**Q:** I want to know which electrons carry the current in NiIr₃. Each row of this table is one band that crosses the Fermi level, and the surface on which it crosses is its sheet. The filled share is the part of the band that holds electrons. Rows 1 and 2 are practically full, so they have the most electrons and should carry the most current. Is that right?

Fermi-surface sheets of NiIr₃ (I4/mmm, 4-atom cell, not relaxed), computed with Ansatz 0.2.0 using DFT in the LDA with spin-orbit coupling, plane waves and PAW. The density was converged with a 420 eV cutoff, a 14×14×14 k mesh and 0.05 eV Gaussian smearing; levels and slopes come from an 18×18×18 mesh. Sheet dos and mean speed are taken at the Fermi level.

| row | sheet dos (states/eV/cell) | sheet spin | sheet band | sheet filled share | sheet mean speed (1e5 m/s) |
| --- | --- | --- | --- | --- | --- |
| 1 | 0.009 | spinor | 63 | 0.999 | 4.307 |
| 2 | 0.009 | spinor | 64 | 0.999 | 4.307 |
| 3 | 0.043 | spinor | 65 | 0.991 | 5.378 |
| 4 | 0.043 | spinor | 66 | 0.991 | 5.378 |
| 5 | 1.050 | spinor | 67 | 0.900 | 2.524 |
| 6 | 1.050 | spinor | 68 | 0.900 | 2.524 |
| 7 | 1.318 | spinor | 69 | 0.442 | 2.627 |
| 8 | 1.318 | spinor | 70 | 0.442 | 2.627 |
| 9 | 0.509 | spinor | 71 | 0.168 | 4.011 |
| 10 | 0.509 | spinor | 72 | 0.168 | 4.011 |

**A:** It is a tempting answer, but it counts the wrong electrons. A field pushes all electrons of a band along together, and in a full band each one merely takes the place of its neighbour. For every electron moving one way another moves the opposite way, before and after the push. Only where filled states border on empty ones, at the Fermi level, can the balance change. In row 1 less than a thousandth of the band is empty, so there is almost no such border.

**Q:** Then I should look at the sheet dos, the number of states per electronvolt at the Fermi level. Rows 7 and 8 have the most, so they win?

**A:** That is much nearer, but it treats all states as equally fast. Compare row 7 with row 9; rows 8 and 10 are their equal partners, because the bands of a nonmagnetic crystal with an inversion centre come in pairs. Row 7 has 2.6 times as many states at the Fermi level. Row 9 has the higher mean speed, 4.0 against 2.6 in units of 10⁵ m/s.

**Q:** So speed makes up for numbers. By how much?

**A:** Speed counts twice. In the time between two collisions the field changes the energy of a fast electron by more, up or down depending on its direction, so more states change their occupation. Each of these states then carries more current, because it is fast. If the time between collisions is the same on all sheets, the weight of a sheet in the current, averaged over directions, is roughly

weight ∝ sheet dos × (mean speed)²

For row 7 this gives 1.318 × 2.627² ≈ 9.1, and for row 9 it gives 0.509 × 4.011² ≈ 8.2. A lead of 2.6 to 1 in states has shrunk to 1.1 to 1 in current.

**Q:** If speed counts twice, why doesn't the fastest sheet win?

**A:** Because it has to have states as well. Rows 3 and 4 are the fastest, yet together they carry only about 5% of the current. Their bands are nearly full, and what remains at the Fermi level is a small pocket. Slow states pile up in energy, so the sheet dos grows with the area of the sheet and falls with its speed. Multiplied by speed squared, this leaves area times speed: a good carrier needs a large sheet that is also fast.

**Q:** Can the calculation confirm this split?

**A:** It can check the arithmetic, but not the split. The same calculation gives the Drude weight, which tells how strongly a field drives the current of all sheets together. The formula, with no adjustable constant and summed over all ten rows, comes out 7% above it. One common speed for all sheets comes even closer, with an excess of 2%, so the total lends the split no support. The Drude weight is also built from the same bands, so the agreement checks units and numerics, not the physics. The split rests on the computed speeds and on standard transport theory.

**Q:** Then is row 7 really ahead of row 9?

**A:** I wouldn't rely on it. The square of a mean speed is never larger than the mean of the squared speeds, so the sum should have come out too low, not too high. The mismatch is therefore numerical and amounts to at least 7%, so a lead of 11% is hardly safe. The sound reading is that three pairs share the current: about a quarter for rows 5 and 6, and roughly a third each for rows 7 and 8 and for rows 9 and 10. These shares are averages over directions. The Drude weight is 2.6 times as large in the plane as along the c axis, so a current along one axis may be split differently. Different collision times on the sheets would shift the shares too, and so might relaxing the cell, which is under tension in this LDA calculation. None of this is tested here.

**Q:** Is there a case where counting states would pick the wrong sheet outright?

**A:** Yes, if the Fermi level is raised by a quarter of an electronvolt with the bands held fixed. The band of row 7 then still has 2.5 times as many states there as the band of row 9, but it is less than half as fast as that band. By the formula, the pair of row 9 now carries 61% of the current and the pair of row 7 only 34%. Lowering the level by the same amount puts rows 5 and 6 in front, as the output below shows, but there counting states picks the same pair.

**Q:** Could I use that to tune an alloy?

**A:** Only as a guide to the direction. Such a rise takes about 1.4 extra electrons per NiIr₃ unit, and an alloying element that brought so many would also change the bands and the scattering. What carries over is the way of judging: find the bands that have a large sheet at the Fermi level, then ask which of them are fast there.

Numerical output:

```
Shares of each pair of equal bands in percent:
  row  band  electrons in these bands  density of states  sheet area  current weight
    1    63                     28.54             0.3073       0.442          0.6577
    2    64                     28.54             0.3073       0.442          0.6577
    3    65                     28.31              1.468       2.726           4.899
    4    66                     28.31              1.468       2.726           4.899
    5    67                     25.71              35.85       31.47           26.35
    6    68                     25.71              35.85       31.47           26.35
    7    69                     12.63                 45       41.11           35.83
    8    70                     12.63                 45       41.11           35.83
    9    71                       4.8              17.38       24.25           32.26
   10    72                       4.8              17.38       24.25           32.26
Trace of the computed Drude tensor (eV^2): 69.1
Sum of the sheet weights in the same unit (eV^2): 73.98
Excess of the sheet sum over the trace (percent): 7.053
Mean speed over all sheets (1e5 m/s): 2.876
Excess with this one speed for all sheets (percent): 2.182
Drude weight in plane over that along c: 2.588
Density of states, band 69 over band 71: 2.589
Speed squared, band 71 over band 69: 2.331
Current weight, band 69 over band 71: 1.111
Current weight of each pair in percent, level moved by a quarter eV:
  row  band  level lowered  level unmoved  level raised
    1    63          2.142         0.6577             0
    2    64          2.142         0.6577             0
    3    65          12.07          4.899          1.68
    4    66          12.07          4.899          1.68
    5    67          46.23          26.35         3.776
    6    68          46.23          26.35         3.776
    7    69          29.55          35.83         33.65
    8    70          29.55          35.83         33.65
    9    71          10.01          32.26         60.89
   10    72          10.01          32.26         60.89
```
